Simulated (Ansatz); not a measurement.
A series in volume scale on Sr₃Zn

All results are calculated (Ansatz 0.2.0). Free energy against uniform scaling of the volume at fixed shape and fractions; periodic cell, basis, potentials, k mesh and filling as listed.

The cell before it is scaled or strained (space group Pm-3m, No. 221):
```
Sr3Zn
1.0
      5.4799     0.0000     0.0000
      0.0000     5.4799     0.0000
      0.0000     0.0000     5.4799
Sr Zn
3 1
Direct
  0.50000 0.00000 0.50000
  0.50000 0.50000 0.00000
  0.00000 0.50000 0.50000
  0.00000 0.00000 0.00000
```

Settings of every row: functional PBE; dispersion none; potentials PAW; wave cutoff 420 eV; density cutoff 1680 eV; k mesh 4x4x4; k shift 0x0x0; occupations fermi dirac; smearing width 0.05 eV; spin none.

Limits: coarse k mesh, up to 40 meV an atom off; the cell comes from a prototype or a list of computed structures and needn't be the stable phase.

| row | volume scale | V (Å³/atom) | energy above lowest point (meV/atom) |
| --- | --- | --- | --- |
| 1 | 0.94 | 38.671 | 6.7 |
| 2 | 0.96 | 39.494 | 2.7 |
| 3 | 0.98 | 40.317 | 0.6 |
| 4 | 1 | 41.139 | 0 |
| 5 | 1.02 | 41.962 | 0.9 |
| 6 | 1.04 | 42.785 | ? |
| 7 | 1.06 | 43.608 | 6.6 |

Question: what energy above lowest point should row 6 give?

Worked fit of energy above lowest point. Take u = (V_r/V)^(2/3) − 1 with V_r = 40.728 Å³ an atom, which is twice the finite (Eulerian) strain; such expansions in the strain, on which the Birch-Murnaghan equation of state is built, carry the rest volume and the bulk modulus. The shown rows have u = 0.03515, 0.02072, 0.00678, -0.00667, -0.0197, -0.04453. Least squares give energy above lowest point = 0.09 + 40.6 × u + 4191 × u² meV/atom; a straight line predicts inner rows, each left out in turn, worse (root mean square 2.6 against 0.039 meV/atom). All shown rows lie on it to the printed digit. Its lowest point lies at u = -0.0048, or V = 41.03 Å³ an atom, and the curvature there gives the bulk modulus at fixed shape and fractions, B = (4/9)(1 + u)² E″(u)/V = 14.4 GPa. The withheld row has u = -0.03231, so the fit gives 0.09 + 40.6 × (-0.03231) + 4191 × (-0.03231)² = 3.2 meV/atom.

The calculation gave 3.1 meV/atom. The fit lies 0.1 meV/atom (3.2 % of the value, 1.5 % of the column's range) above it, one unit of the last digit.
